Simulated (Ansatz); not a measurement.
Equilibrium of SiH3Br + SiH3I ⇌ SiH3(SiH3) + IBr at process temperatures

Species: SiH3Br `[SiH3]Br`, singlet; SiH3I `[SiH3]I`, singlet; SiH3(SiH3) (disilane), singlet; IBr (iodine monobromide), singlet. The partners trade Br for SiH3: Si–Br and I–SiH3 bonds give way to Si–SiH3 and I–Br.

The electronic reaction energy at CCSD(T)/def2-TZVPP is +212.7 kJ/mol. Shapes: PBE0-D4/def2-TZVP. Programs: Ansatz 0.2.0. Enthalpy and entropy come from rigid-rotor, harmonic-oscillator sums on unscaled PBE0-D4/def2-TZVP wavenumbers, ideal gases at 1 bar. Symmetry numbers: SiH3Br 3, SiH3I 3, SiH3(SiH3) 6, IBr 1. R = 8.3145 J/(mol K).

| T (K) | ΔH (kJ/mol) | ΔS (J/(mol K)) |
| --- | --- | --- |
| 600 | +212.7 | +4.2 |
| 800 | +213.9 | +6.0 |
| 1000 | ? | ? |

Work out ln K at 600 and 800 K, and from these estimate it at 1000 K.


1. 600 K: ΔG = +212.7 − 600 × (+4.2)/1000 = +210.2 kJ/mol; ln K = −ΔG/RT = -42.14.
2. 800 K: ΔG = +213.9 − 800 × (+6.0)/1000 = +209.1 kJ/mol; ln K = −ΔG/RT = -31.44.
3. Slope against 1000/T: (-31.44 − (-42.14))/(1.2500 − 1.6667) = -25.68, that is −ΔH/R with ΔH near +214 kJ/mol.
4. 1000 K: ln K = -42.14 + (-25.68) × (1.0000 − 1.6667) = -25.02.

The full sums give ΔH = +215.0 kJ/mol, ΔS = +7.3 J/(mol K), ΔG = +207.7 kJ/mol and ln K = -24.98 at 1000 K, so the line is off by -0.04 in ln K; without rounding the miss is -0.04, from the change of ΔH with temperature. The reactants are favoured over this whole range. An error of 10 kJ/mol in the energy moves ln K by 1.2 at 1000 K. Soft modes are treated as harmonic, which can err either way at these temperatures; the lowest are those of SiH3(SiH3) (135 cm⁻¹). For atoms past krypton def2 sets carry core potentials with scalar relativity. Relativity is left out for Br. Outer-core shells of Br, I are correlated, in sets that cover them unevenly.

The exchange is strongly uphill because it gives up two polar silicon–halogen bonds for a nonpolar Si–Si bond and a weak interhalogen bond. Silicon is much more electropositive than bromine or iodine, so Si–Br and Si–I gain considerable ionic stabilisation. The two halogens differ far less in electronegativity, and lone-pair repulsion further weakens the bond in IBr.

Entropy offers little compensation, since two gas molecules give two gas molecules and the translational terms nearly cancel. The rise of ln K with temperature is therefore the normal response of an endothermic reaction, not a sign of an entropy-driven one. ΔH itself drifts only slightly, probably in part because a rotation of the reactants becomes a vibration in the products, and this is why the two-point extrapolation works so well.

The preference for the silyl halides is far too large for any plausible energy error to reverse. It applies to this exchange alone, however, and says nothing about competing routes such as silylene elimination from disilane, which could matter in hot gas.
